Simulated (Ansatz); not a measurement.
**Computed against measured: atomisation enthalpy at 298 K**

10 molecules without hydrogen; the atomisation enthalpy at 298 K in kJ/mol, computed less measured. Shapes, held fixed at every level: PBE0-D4/def2-TZVP. Thermal terms are harmonic and unscaled (PBE0-D4/def2-TZVP); the spin-orbit lowering of the free atoms is taken from their spectra. Programs: Ansatz 0.2.0. Measured values: Active Thermochemical Tables, CRC Handbook of Chemistry and Physics, NIST-JANAF tables.

Levels: A = HF/def2-SVP; B = SPW92/def2-TZVPP; C = PBE0-D4/def2-TZVPP; D = r2SCAN0-D4/def2-TZVPP.

```csv
molecule,from tabulated heats,A,B,C,D
N2 (nitrogen),945,-483,+162,-14,-91
CO2 (carbon dioxide),1609,-581,+349,+9,-63
NOF (nitrosyl fluoride),867,-655,+366,+21,-73
BCl3 (boron trichloride),1337,-307,+245,+34,+7
BI3 (boron triiodide),819,-285,+253,+71,+36
InBr3 (SMILES [Br][In]([Br])[Br]),861,-291,+109,-33,-34
CBr2Cl2 (dibromodichloromethane),1180,-593,+340,+21,-44
CBr2ClF (dibromochlorofluoromethane),1329,-617,+384,+18,-50
CBrCl2F (bromodichlorofluoromethane),1391,-616,+392,+21,-47
GeF4 (tetrafluorogermane),1880,-642,+381,-33,-66
```

Q: Sum up the errors.

A: 
```tsv
level	kind	mean error	mean absolute error	worst case
HF/def2-SVP	Hartree–Fock	-507.0	507.0	NOF
SPW92/def2-TZVPP	LDA	+298.1	298.1	CBrCl2F
PBE0-D4/def2-TZVPP	global hybrid	+11.5	27.5	BI3
r2SCAN0-D4/def2-TZVPP	global hybrid	-42.5	51.1	N2
```

On this set PBE0-D4/def2-TZVPP has the smallest mean absolute error and HF/def2-SVP the largest. HF/def2-SVP is too low in 10 of 10; SPW92/def2-TZVPP is too high in 10 of 10; PBE0-D4/def2-TZVPP is too high in 7 of 10; r2SCAN0-D4/def2-TZVPP is too low in 8 of 10. The heats of InBr3, GeF4 come from older tables and can be uncertain by 10 kJ/mol or more. The molecules' own spin-orbit binding is left out, so errors for heavy halides read too negative. Heats of the atoms come from ATcT where it has them, that of boron, 570 kJ/mol, from recent work. The levels differ in basis as well as in method. With so many references in doubt the order of the levels isn't settled. The tabulated values of NOF, BI3 are in doubt (older tables, estimates, or at odds with other calculations) and kept here. Over the 8 molecules whose values aren't doubted the mean absolute errors are A 516.2; B 295.2; C 22.9; D 50.2. Hartree–Fock lacks correlation and underbinds. For atoms past krypton def2 sets carry core potentials with scalar relativity. Relativity is left out for Br, Ge. The set is small.

Hartree–Fock and the local density approximation miss in opposite directions, and the two hybrids fall between them in every molecule. Atomisation turns bonding pairs into unpaired electrons on separate atoms, so the correlation energy of those pairs is lost from the Hartree–Fock binding, and a small basis usually deepens the deficit. In NOF, with its multiple bond and lone pairs crowded along a weak N–F bond, most of the binding disappears. The local density approximation overbinds because its exchange error is larger in the free atoms than in the molecule.

r2SCAN0-D4 binds less than PBE0-D4 in every row, though only marginally so in InBr3. This shift doesn't depend on the measured values, which cancel in the difference. Probably exact exchange offsets the overbinding of PBE but overcorrects r2SCAN, which has less of it to remove. Errors in full atomisation don't carry over directly to reactions that conserve bond types, where much of them would cancel.
